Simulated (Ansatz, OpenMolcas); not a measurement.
## CH6Sn (SMILES [CH3][SnH3]): the vertical ionisation energy, rung by rung

The species is CH6Sn (8 atoms), meant as a singlet with charge 0. As SMILES, `[CH3][SnH3]`. The coordinates come from a PBE0-D4/def2-TZVP relaxation.

Quantity: the vertical ionisation energy (to the doublet cation), in eV. The values are calculated.

```csv
level,kind,program,value (eV),less CCSD(T)/def2-SVP
HF/def2-SVP (core potential),Hartree–Fock,Ansatz,9.75,-0.78
SVWN5/def2-SVP (core potential),LDA,Ansatz,10.56,+0.03
PBE/def2-SVP (core potential),GGA,Ansatz,10.42,-0.11
M06-L/def2-SVP (core potential),meta-GGA,OpenMolcas,10.41,-0.12
B3LYP/def2-SVP (core potential),global hybrid,OpenMolcas,10.57,+0.04
HSE06/def2-SVP (core potential),range-separated hybrid,Ansatz,10.57,+0.04
wB97M-V/def2-SVP (core potential),range-separated hybrid,Ansatz,10.68,+0.15
MP2/def2-SVP (core potential),perturbation theory,Ansatz,10.64,+0.11
CCSD(T)/def2-SVP (core potential),coupled cluster or CI,Ansatz,10.53,0.00
```

CCSD(T)/def2-SVP (core potential) is the highest level here, not the true value. Spin-orbit coupling, which can split open shells on such heavy atoms by tenths of an eV, is left out. The values span 9.75 to 10.68 eV. In the correlated wave-function rows the outer d shell of Sn is correlated, in sets not made for it.

Electron correlation accounts for the one large gap in the table. Hartree–Fock gives 9.75 eV, 0.78 eV below CCSD(T), while every other method lies within 0.15 eV of that reference. Ionisation from a closed shell breaks an electron pair, so the neutral molecule loses correlation energy that the cation doesn't have; leaving correlation out therefore makes the electron too easy to remove. MP2 recovers this missing contribution and slightly overshoots.

The electron probably leaves an orbital with mainly Sn–C σ-bonding character, since this bond is weaker than C–H and its electrons are held less tightly. Among the density functionals, the values don't rise steadily with the sophistication of the approximation: SVWN5 almost matches CCSD(T), whereas PBE and M06-L fall below it. The close LDA result is thus no evidence of a generally better description. Because the cation is held at the neutral geometry, these energies don't fix the adiabatic threshold, which would be lower if the ionised Sn–C bond lengthens.
